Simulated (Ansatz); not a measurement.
# Abstraction of Cl: CH2ClF + C2H5Ge → CH2F + C2H5ClGe

Gas-phase species: CH2ClF `FCCl`, singlet; C2H5Ge `C=[CH][GeH2]`, doublet; CH2F `[CH2]F`, doublet; C2H5ClGe `C=[CH][GeH2][Cl]`, singlet. A radical takes Cl: the energy is the difference in strength between the C–Cl bond broken and the Ge–Cl bond made.

Shapes, held fixed at every level: PBE0-D4/def2-TZVP. Flexible molecules stand in one conformer, not always the lowest. Programs: Ansatz 0.2.0. The zero-point and thermal change to 298 K, harmonic and unscaled (PBE0-D4/def2-TZVP), is -5.4 kJ/mol.

```
               level                    kind  ΔH(298 K) (kJ/mol)  CPU time (sum over the molecules)
       HF/def2-TZVPP            Hartree–Fock               -83.0                                  –
r2SCAN-D4/def2-TZVPP                meta-GGA               -57.8                               32 s
 B3LYP-D4/def2-TZVPP           global hybrid               -56.4                               25 s
 BHLYP-D4/def2-TZVPP           global hybrid               -69.5                               19 s
  wB97M-V/def2-TZVPP  range-separated hybrid               -53.5                               61 s
  wB97X-V/def2-TZVPP  range-separated hybrid               -60.8                               45 s
   B2PLYP/def2-TZVPP           double hybrid               -58.1                               31 s
```

B2PLYP/def2-TZVPP gives ΔH(298 K) = -58.1 kJ/mol; the levels span -83.0 to -53.5. The median of the levels is -58.1. No measured value is set beside it here. Spin contamination: C2H5Ge (⟨S²⟩ up to 0.88). Open shells run unrestricted. Relativity is left out for Ge. Outer-core shells of Ge are correlated, in sets that cover them unevenly. Times are processor times on shared x86 and Arm servers, and rough.

Chlorine transfer from carbon to germanium is exothermic at every level, so the Ge–Cl bond formed is stronger than the C–Cl bond broken. The main reason is bond polarity: germanium is more electropositive than carbon, which gives Ge–Cl a larger ionic contribution, and its greater size eases repulsion between the chlorine lone pairs and the neighbouring bonds. Conjugation with the vinyl group probably stabilises the germyl radical only weakly, since its unpaired electron sits in a diffuse orbital at a pyramidal centre, so little of this driving force is lost.

Hartree–Fock gives the most negative value, -83.0 kJ/mol, which suggests that the missing correlation weakens the more covalent C–Cl bond more than the Ge–Cl bond. BHLYP lies well below B3LYP, in line with its larger share of exact exchange, but r2SCAN, which has none, falls slightly below B3LYP, so exchange alone does not order the levels. The direction of reaction is secure, its exact exothermicity less so, and the energies say nothing about the abstraction barrier.
